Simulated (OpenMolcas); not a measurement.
# SiNHF3 (SMILES [NH][Si](F)(F)F): the dipole moment, rung by rung

SiNHF3: 6 atoms, total charge 0, spin state doublet. SMILES: `[NH][Si](F)(F)F`. Geometry: relaxed at PBE0-D4/def2-TZVP.

```xyz
6

N    -0.9745    0.6046    0.7139
Si    0.1936   -0.0896   -0.3461
F    -0.0871    0.3876   -1.8126
F     0.1231   -1.6614   -0.3302
F     1.6523    0.3596    0.0356
H    -0.8653    0.3354    1.6932
```

Quantity: the dipole moment, in D. The values are calculated.

| level | kind | program | value (D) | CPU time |
| --- | --- | --- | --- | --- |
| UHF/6-31G* (spherical functions) | Hartree–Fock | OpenMolcas | 2.07 | 7.2 s |
| U-revPBE/6-31G* (spherical functions) | GGA | OpenMolcas | 1.76 | 27 s |
| UBLYP/6-31G* (spherical functions) | GGA | OpenMolcas | 1.76 | 27 s |
| UPBE/6-31G* (spherical functions) | GGA | OpenMolcas | 1.78 | 27 s |
| UM06-L/6-31G* (spherical functions) | meta-GGA | OpenMolcas | 1.91 | 32 s |
| UTPSS/6-31G* (spherical functions) | meta-GGA | OpenMolcas | 1.78 | 35 s |
| UPBE0/6-31G* (spherical functions) | global hybrid | OpenMolcas | 1.91 | 27 s |
| UB3LYP/6-31G* (Cartesian functions) | global hybrid | OpenMolcas | 1.87 | 31 s |

The values span 1.76 to 2.07 D. Magnitudes only. Times are those of the runs behind each value, whatever else they computed, on shared processors of several kinds: orders of magnitude only.

The dipole is substantial at every level: Hartree–Fock gives the largest value, 2.07 D, while the GGAs and TPSS cluster at 1.76 to 1.78 D. The two global hybrids fall in between, but so does M06-L, which matches PBE0 at 1.91 D without any exact exchange. Exact-exchange admixture therefore cannot be the only route to a larger dipole. The spread probably reflects how strongly each method polarises the bonds towards fluorine and nitrogen.

The polarity itself follows from electronegativity and shape. Silicon is the positive end of its bonds to both fluorine and nitrogen, so the net dipole of the three Si–F bonds is partly opposed by the Si–N bond. The positive hydrogen on the bent NH group offsets some of that opposition. What remains is a moderate resultant of much larger bond dipoles, sensitive to small shifts in charge. Agreement among the semilocal functionals does not establish accuracy, since all the values share a small basis without diffuse functions, which can matter for the fluorine and nitrogen lone pairs.
